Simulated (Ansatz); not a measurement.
# GaN: pressure and energy above lowest point against volume scale

Results calculated with Ansatz 0.2.0, not measured. Free energy against uniform scaling of the volume at fixed shape and fractions; periodic cell, basis, potentials, k mesh and filling as listed.

The cell before it is scaled or strained (space group F-43m, No. 216):
```
GaN
1.0
      0.0000     2.2535     2.2535
      2.2535     0.0000     2.2535
      2.2535     2.2535     0.0000
Ga N
1 1
Direct
  0.00000 0.00000 0.00000
  0.75000 0.75000 0.75000
```

Settings of every row: functional LDA; dispersion none; potentials PAW; wave cutoff 510 eV; density cutoff 2040 eV; k mesh 8x8x8; k shift 0x0x0; occupations fixed; smearing width 0 eV; spin none.

| row | volume scale | V (Å³/atom) | pressure (GPa) | energy above lowest point (meV/atom) |
| --- | --- | --- | --- | --- |
| 1 | 0.92 | 10.528 | 10.97 | 16.8 |
| 2 | 0.9467 | 10.834 | 4.26 | 2.5 |
| 3 | 0.9733 | 11.138 | -1.53 | 0 |
| 4 | 1 | 11.444 | -6.52 | 7.8 |
| 5 | 1.0267 | 11.749 | ? | ? |
| 6 | 1.0533 | 12.054 | -14.51 | 48.6 |
| 7 | 1.08 | 12.359 | -17.69 | 79.3 |

Question: what pressure and energy above lowest point should row 5 give?

Worked fit of pressure. Take u = (V_r/V)^(2/3) − 1 with V_r = 11.291 Å³ an atom, which is twice the finite (Eulerian) strain; such expansions in the strain, on which the Birch-Murnaghan equation of state is built, carry the rest volume and the bulk modulus. The shown rows have u = 0.04775, 0.02793, 0.00914, -0.00893, -0.04266, -0.05847. Least squares give pressure = −4.114 + 276.7 × u + 795.2 × u² + 570 × u³ GPa; a parabola predicts inner rows, each left out in turn, worse (root mean square 0.03 against 0.019 GPa). The rows lie off it by 0.00, 0.01, -0.01, 0.00, 0.01, 0.00. The pressure vanishes at u = 0.0143, or V = 11.05 Å³ an atom, and there the bulk modulus at fixed shape and fractions is B = −V dP/dV = (2/3)(1 + u) dP/du = 203 GPa. The withheld row has u = -0.02616, so the fit gives −4.114 + 276.7 × (-0.02616) + 795.2 × (-0.02616)² + 570 × (-0.02616)³ = -10.82 GPa.

The calculation gave -10.82 GPa. The fit meets it to the printed digit.

Worked fit of energy above lowest point. Take u = (V_r/V)^(2/3) − 1 with V_r = 11.291 Å³ an atom, which is twice the finite (Eulerian) strain; such expansions in the strain, on which the Birch-Murnaghan equation of state is built, carry the rest volume and the bulk modulus. The shown rows have u = 0.04775, 0.02793, 0.00914, -0.00893, -0.04266, -0.05847. Least squares give energy above lowest point = 2.73 − 434.2 × u + 15138 × u² + 2773 × u³ meV/atom; a parabola predicts inner rows, each left out in turn, worse (root mean square 0.13 against 0.049 meV/atom). All shown rows lie on it to the printed digit. Its lowest point lies at u = 0.0143, or V = 11.05 Å³ an atom, and the curvature there gives the bulk modulus at fixed shape and fractions, B = (4/9)(1 + u)² E″(u)/V = 202 GPa. The withheld row has u = -0.02616, so the fit gives 2.73 − 434.2 × (-0.02616) + 15138 × (-0.02616)² + 2773 × (-0.02616)³ = 24.4 meV/atom.

The calculation gave 24.4 meV/atom. The fit meets it to the printed digit.
